Cuprite-type Au2S (space group Pn-3m, relaxed a = 5.278 Å), calculated with Ansatz 0.2.0: r2SCAN, plane-wave PAW, scalar-relativistic, no spin polarisation, cutoff 500 eV, Gamma-centred 6×6×6 k mesh. The relaxed cell was scaled in volume without further relaxation; energies count from the minimum of a third-order Birch-Murnaghan fit, and positive pressure means compression.

| volume per atom (Å³/atom) | energy over minimum (meV/atom) | pressure (GPa) | band gap on mesh (eV) |
| --- | --- | --- | --- |
| 23.037 | 24.5 | 5.69 | 2.150 |
| 23.773 | 5.8 | 2.59 | 2.296 |
| 24.508 | 0.0 | 0.00 | 2.432 |
| 25.243 | 5.1 | -2.14 | 2.339 |
| 25.978 | 19.1 | -3.92 | 2.178 |

## Magnitudes to keep

Away from its peak, the gap of this crystal shifts by roughly 0.05 eV for each per cent of volume. That is about twice the thermal energy at room temperature. One per cent of volume is only a third of a per cent in bond length, so small changes of distance already matter to the electrons. Over the whole table the Au–S bond lengthens by about 4 %. The four scaled cells were calculated as they stood, without relaxation. Cuprite symmetry leaves neither the shape nor any atomic position free, so this changes nothing as long as the symmetry holds; distortions that break it were not tested.

The sign of the shift is what needs explaining. From row to row, the gap widens with expansion up to the middle row and then becomes smaller in each row after it. The two outermost rows end up with almost the same gap, 2.15 and 2.18 eV, although one crystal is squeezed and the other stretched. A gap value by itself therefore does not tell which of the two has happened.

## A gap has two ends

The band gap is the energy between the highest filled state, the valence edge, and the lowest empty state, the conduction edge. The printed gap on the mesh is the smallest such separation found at the sampled wave vectors. When the volume changes, both edges move, and the gap records only the difference between their movements. To understand a turn in the gap, one has to ask which end turned.

The same calculations give the two edges separately. From one row to the next, with growing volume, the valence edge falls by 0.55, 0.52, 0.49 and 0.46 eV. These steps shrink evenly, with no sign of a change at the volume where the gap turns. The filled end of the gap behaves as one and the same state throughout.

The conduction edge behaves differently. It falls by 0.41 and 0.38 eV in the first two steps, and then by 0.58 and 0.62 eV in the last two. A sequence that was slowing down suddenly speeds up. The turn in the gap comes from its empty end.

A caution belongs to these edge energies. In an infinite crystal the zero of energy is a convention that shifts with volume, so the common fall of both edges is no measure of how strongly electrons are held. That shift is the same for both edges at a given volume and cancels in the gap. It cannot produce a break in one edge while leaving the other smooth.

## Two empty states change places

The simplest reading of such a break is that two different empty states compete to be the lowest. At small volume one of them is the conduction edge. On expansion the other comes down faster, overtakes it and becomes the edge. No state has to bend abruptly; only the title of "lowest empty state" passes from one to the other.

Let $V$ be the volume per atom, and let $D_1$ and $D_2$ be the heights of the two empty states above the valence edge. The gap $E_g$ is then

$$E_g(V)=\min\,[D_1(V),\,D_2(V)].$$

If $D_1$ rises with volume and $D_2$ falls, the smaller of the two has the shape of a roof. Its ridge lies where the two states have equal energy.

This picture also ranks three states by how far they fall on expansion, an order that does not depend on the zero of energy. The first empty state falls less than the valence edge on expansion, so the gap opens. The second empty state falls more than the valence edge, so the gap closes. The filled edge stands between the two, and that is why both directions lead downhill from the peak.

## The ridge, worked out

The position of the ridge can be estimated from two straight lines. The first runs through the gaps of the second and third rows, where the first empty state is the edge. The second runs through the fourth and fifth rows, where the other state has taken over. Measure the volume from the middle row by $x=V-24.508$, in Å³ per atom.

Between the second and third rows the gap rises by 0.136 eV over 0.735 Å³ per atom, a slope of 0.185. The first line, in eV, is

$$D_1 = 2.432 + 0.185\,x.$$

Between the fourth and fifth rows the gap falls by 0.161 eV over the same distance, a slope of −0.219. Carried back to the middle row, this line starts at 2.339 + 0.161 = 2.500 eV:

$$D_2 = 2.500 - 0.219\,x.$$

The two are equal when $x = 0.068/0.404 \approx 0.17$. The ridge thus lies near 24.68 Å³ per atom, about 0.7 % above the volume of the middle row, with a gap of about 2.46 eV. The largest gap in the table is a point just short of the top.

The same lines offer a reading of the odd third step, though not a test, since the rows on both sides of it were used to draw them. Between the third and fourth rows the gap drops by only 0.09 eV, against 0.16 eV in the step after it. On this reading the gap first climbs by 0.03 eV to the ridge and then descends by 0.12 eV. The weaker drop is the sum of a short ascent and a longer descent, and needs no cause of its own.

The smallest volume took no part in the two lines, so it can test the first one. Continued down to that volume, the line gives 2.296 − 0.136 = 2.160 eV, while the calculation gives 2.150 eV. The difference of 0.01 eV shows a slight curvature on the compressed side. The expanded side has two rows, and both were used for its line, so its straightness remains an assumption.

## The chemistry behind the slopes

A general rule connects such slopes with bonding. When two atomic orbitals combine, the antibonding combination lies above its parents, and it rises further as the atoms approach and the overlap grows. An antibonding state is therefore pushed up by compression and relieved by expansion. A state with little overlap along the shortened bonds responds less.

In Au₂S the gold ion has a filled 5d shell and the sulfide ion a filled 3p shell. When two filled shells overlap, their bonding and antibonding combinations are both occupied. The upper edge of the filled bands is then naturally an antibonding mixture of gold 5d and sulfur 3p. Theory thus leads one to expect a valence edge that is sensitive to the Au–S distance, and such an edge can narrow the gap on compression if the empty state above it rises less.

For the second empty state a natural candidate is an antibonding combination of gold 6s with sulfur orbitals. The 6s orbital is large and overlaps strongly with its neighbours, so its antibonding state should come down quickly when the bonds lengthen. This would give the steep descent on the expanded side. The assignment is a proposal drawn from the slopes and has not been tested against the orbitals themselves.

The place of the new edge in the band structure is known on the mesh. In the two compressed and the two expanded cells alike, both edges lie at the centre of the Brillouin zone, so the gap is direct on either side of the peak. The two empty states thus change places at one and the same wave vector. There they can cross sharply only if they differ in symmetry; two states of the same symmetry would mix and round off the ridge. Their symmetries were not examined here. The mesh can also miss a still lower empty state between its points, in which case the true gap would be smaller than printed and the ridge could move.

## Why the energy shows no kink

Energy and pressure pass smoothly through the region where the gap turns. The total energy is built from the filled states, and these keep their character. The exchange takes place among empty states, which hold no electrons and so leave no mark on the energy. A kink in a gap that comes from empty states alone is therefore no evidence of a phase transition.

The energy has an asymmetry of a more ordinary kind. Compression by 6 % costs 24.5 meV per atom, while expansion by 6 % costs 19.1 meV. Repulsion between closed shells grows steeply at short distance, whereas the attraction fades slowly at long distance. The crystal stiffens when squeezed and softens when stretched, as nearly all solids do.

That the gap peaks so close to the energy minimum has no evident deeper reason. The minimum is set by a balance of forces among filled shells and ions. The ridge is set by two empty levels becoming equal. These are separate conditions that happen to be met at similar volumes.

## The same roof in gallium arsenide

Gallium arsenide offers a comparison. Its lowest empty state at the zone centre is a strongly antibonding s-like state, and compression drives it up faster than the valence edge. The gap therefore widens at first. Another empty state, near the zone boundary, responds much less; under a pressure of very roughly 4 GPa it becomes the lowest, and from there on the gap narrows.

Read from large volume to small, this is the sequence found here. The conduction edge of the stretched crystal is a state that rises faster than the valence edge under compression, and that of the compressed crystal is a state that rises less. One difference is that in Au₂S the lowest empty state on the mesh lies at the zone centre both before and after the exchange, while in strongly compressed gallium arsenide it has moved elsewhere and the gap is no longer direct. Another is the load at which the exchange occurs. Gallium arsenide must be squeezed hard to reach it, while the Au₂S of this calculation sits almost on the ridge without any load.

For a related semiconductor, then, two questions are useful. Which edge falls further on expansion, the filled one or the empty one? And is there a second empty state close above the first, with a different response? The first answer gives the sign of the gap change, and the second warns of a reversal.

## How firmly the peak is placed

The two empty states approach each other by about 0.1 eV per per cent of volume, the sum of their opposite slopes against the valence edge. An error of 0.1 eV in their spacing would thus move the ridge by about one per cent in volume. This is more than its present distance from equilibrium. Spin-orbit coupling, which is strong in gold and absent here, could cause a shift of that size, so the side of equilibrium on which the peak falls is uncertain. The runs also describe a crystal at zero temperature without zero-point motion. Vibrations change both the equilibrium volume and the gap, and a change of volume by less than one per cent is enough to carry the crystal across the ridge. The functional r2SCAN also tends to give gaps that are too small, so the height of the peak is a value of this calculation and not an estimate for a real sample.

The volume scale matters as well. The measured cubic cell edge is roughly 5.0 Å, a recalled figure, against 5.28 Å in the caption. Such a crystal would have less room per atom than even the first row of the table. The disagreement is unusually large for this functional, and nothing in these runs explains it. A real sample would then be expected on the compressed side of the roof, where expansion opens the gap, provided that the order of the empty states is the same in nature.
